## The question

HSE06 and PBE0 both mix a quarter of exact exchange into the functional. HSE06 screens it at long range; PBE0 keeps it at all distances. Does restoring the long-range part lift the empty bands of SnSi₃ as a block, or does it stretch them? If the rule is simple, it should carry over to Gamma, the point of zero crystal momentum, whose levels are withheld here.

Band levels of SnSi₃ (ordered alloy on the diamond lattice, 4-atom cell, P-4m2, a = 4.038, c = 5.749 Å) from Ansatz 0.2.0 with HSE06 (cheaper level) and PBE0 (costlier level), each counted from its own valence top. Both levels use plane-wave PAW, a 420 eV cutoff, a 4×4×4 k mesh and no spin polarisation, on the same cell relaxed with r2SCAN.

| point name | band v2, cheaper level (eV) | band v1, cheaper level (eV) | band c1, cheaper level (eV) | band c2, cheaper level (eV) | band v2, costlier level (eV) | band v1, costlier level (eV) | band c1, costlier level (eV) | band c2, costlier level (eV) |
| --- | --- | --- | --- | --- | --- | --- | --- | --- |
| Gamma | ? | ? | ? | ? | ? | ? | ? | ? |
| X | -2.224 | -0.989 | 2.083 | 3.433 | -2.264 | -1.019 | 2.755 | 4.105 |
| M | -3.177 | -2.894 | 0.755 | 1.088 | -3.222 | -2.929 | 1.394 | 1.731 |
| Z | -1.533 | -1.533 | 1.149 | 1.527 | -1.575 | -1.575 | 1.804 | 2.179 |
| R | -1.426 | -0.795 | 1.199 | 1.620 | -1.435 | -0.817 | 1.841 | 2.261 |
| A | -4.101 | -4.029 | 4.648 | 4.648 | -4.182 | -4.109 | 5.339 | 5.339 |

In the table, v1 is the highest filled band and v2 the one below it; c1 is the lowest empty band and c2 the next. Each level of theory counts energies from its own valence top.

## What the five known points show

From HSE06 to PBE0, c1 rises by 0.64 eV at M and by 0.69 eV at A, with the other points in between. The second empty band follows the first closely. The filled levels sink by less than 0.09 eV. The main effect is therefore a nearly rigid opening between filled and empty states, with a slight stretch on top.

## The limit of a constant interaction

The restored interaction is $\mathrm{erf}(wr)/r$, where $r$ is the distance between two electrons and $w$, about 0.11 per bohr, sets the screening. At distances well below $1/w$, about 5 Å or two bond lengths, it is nearly constant at $2w/\sqrt{\pi}$. Exact exchange multiplies the interaction by the density matrix, which projects onto the filled states. A constant interaction thus lowers every filled state by the same amount and leaves every empty state alone.

A quarter of that constant gives the opening:

$$\tfrac14\cdot\frac{2\times 0.11}{\sqrt{\pi}}\times 27.2\ \text{eV}\approx 0.84\ \text{eV}.$$

This is a ceiling for the exchange part. The semilocal exchange that it replaces acts nearly as a constant potential and shifts all bands alike. The mean rise of c1 at the known points is 0.66 eV, about four fifths of the ceiling.

## Why the opening is smaller and slightly stretched

The real interaction fades with distance, so it also couples states of slightly different crystal momentum. Filled and empty states of nearly equal crystal momentum then mix a little in the exchange, which takes away part of the opening. Theory expects the loss to be larger where v1 and c1 at the same k point are close in energy, and smaller where they lie far apart.

The table leans that way. The distance between v1 and c1 grows by 0.66 eV at R, where it is the smallest among the known points, and by 0.77 eV at A, where it is by far the largest. But M breaks the order, and v2 at R sinks by only 0.009 eV, less than v1 above it; no cause is offered here for either. A straight line of the c1 rise against the HSE06 energy, fitted to the five known points, has a slope of only about 1%, and A largely determines it. Left-out points are predicted hardly better than by a constant rise. The k mesh also barely resolves the long-range interaction, so the absolute opening may carry a mesh error, and differences of a few hundredths of an eV are weak evidence.

## Forecasts for Gamma

**Filled bands.** In diamond-type semiconductors the valence top lies at Gamma, so v1 should be 0 at both levels. Ordering splits the threefold top of the cubic crystal, which should place v2 between 0 and 0.4 eV below v1. It should move by less than 0.03 eV.

**Position of c1.** The four-atom cell folds one X point of the diamond lattice onto Gamma and the other two onto M. The mean of c1 and c2 at M is thus a rough guide: 0.9 ± 0.4 eV in HSE06 and 1.6 ± 0.4 eV in PBE0. Whether Gamma lies below M stays open.

**Rise.** Both c1 and c2 should go up by 0.65 ± 0.04 eV. The bar is wider than the scatter about the line because the states at Gamma may have a different orbital character.

## The computed values

The withheld rows as computed:

| point name | band v2, cheaper level (eV) | band v1, cheaper level (eV) | band c1, cheaper level (eV) | band c2, cheaper level (eV) | band v2, costlier level (eV) | band v1, costlier level (eV) | band c1, costlier level (eV) | band c2, costlier level (eV) |
| --- | --- | --- | --- | --- | --- | --- | --- | --- |
| Gamma | 0.000 | 0.000 | 1.043 | 1.064 | 0.000 | 0.000 | 1.695 | 1.722 |

The rise is a hit: 0.65 eV for c1 and 0.66 eV for c2. The line, once given the HSE06 energy of c1, and the constant both come within 0.01 eV for c1, so Gamma confirms the near-rigid opening but does not decide between the two fits. It does agree with the expected loss: of all six points, Gamma has the smallest distance between v1 and c1, and that distance also grows least. The margin over R is only about 0.01 eV, so this is weak support.

The position of c1 is within its bar, though the guide was about 0.1 eV too low at both levels. One possible reason is that two folded X points bring four states to M, and c1 and c2 are the lower two. Their mean then lies below the average of the four. The cell is also slightly longer along c than a cubic lattice would be, which can shift the X point folded onto Gamma against the other two.

The filled bands also agree, but v1 and v2 coincide at the energy zero, so their lack of movement is no test. Spin–orbit coupling, absent from these bands, would split this pair and change the gap somewhat.

## A rule for using the cheaper level

In this crystal, HSE06 gives the differences between the listed empty levels to within about 0.05 eV of PBE0. For example, c1 at Gamma lies above c1 at M by 0.29 eV in HSE06 and by 0.30 eV in PBE0. Both levels thus make the gap indirect. For a PBE0 estimate at another k point, add about 0.65 eV to the HSE06 energy of c1 or c2. The size of the gap itself does depend on the choice, and the costlier value is not automatically the better one: PBE0 is known to overestimate the gap of silicon. The printed analysis below gives the fits and the misses.

Output of the analysis:

```
fit of up_c1 on 5 rows: constant 0.6345 +/- 0.007, coefficient of point_c1 0.01288 +/- 0.0029; rms 0.00704, worst X -0.0107, leave-one-out rms 0.0216
  rows outside the fit (model, value, miss): Gamma 0.6479, 0.652, -0.0041
fit of up_c1 on 5 rows: constant 0.6598 +/- 0.0097; rms 0.0195, worst A -0.0312, leave-one-out rms 0.0243
  rows outside the fit (model, value, miss): Gamma 0.6598, 0.652, 0.0078
fit of dn_v2 on 5 rows: coefficient of point_v2 0.0177 +/- 0.0022; rms 0.0117, worst R -0.0162, leave-one-out rms 0.0144
  rows outside the fit (model, value, miss): Gamma 0, 0, 0
Ceiling of the opening from long-range exchange, eV: 0.8444
Mean c1 rise in the known rows, eV: 0.6598
Mean c1 rise as share of the ceiling, %: 78.14
Widening of the v1 depth at A, %: 1.986
Momentum width of the long-range kernel, 1/angstrom: 0.4157
In-plane spacing of the 4x4x4 mesh, 1/angstrom: 0.389
Forecast of Gamma c1 in HSE06 (bar 0.4), eV: 0.9215
Computed Gamma c1 in HSE06, eV: 1.043
Forecast less computed Gamma c1 in HSE06, eV: -0.1215
Forecast of Gamma c1 in PBE0 (bar 0.4), eV: 1.562
Computed Gamma c1 in PBE0, eV: 1.695
Forecast less computed Gamma c1 in PBE0, eV: -0.1325
Shifts from HSE06 to PBE0 in eV:
    row  v2 shift  v1 shift  c1 shift  c2 shift
  Gamma         0         0     0.652     0.658
      X     -0.04     -0.03     0.672     0.672
      M    -0.045    -0.035     0.639     0.643
      Z    -0.042    -0.042     0.655     0.652
      R    -0.009    -0.022     0.642     0.641
      A    -0.081     -0.08     0.691     0.691
```
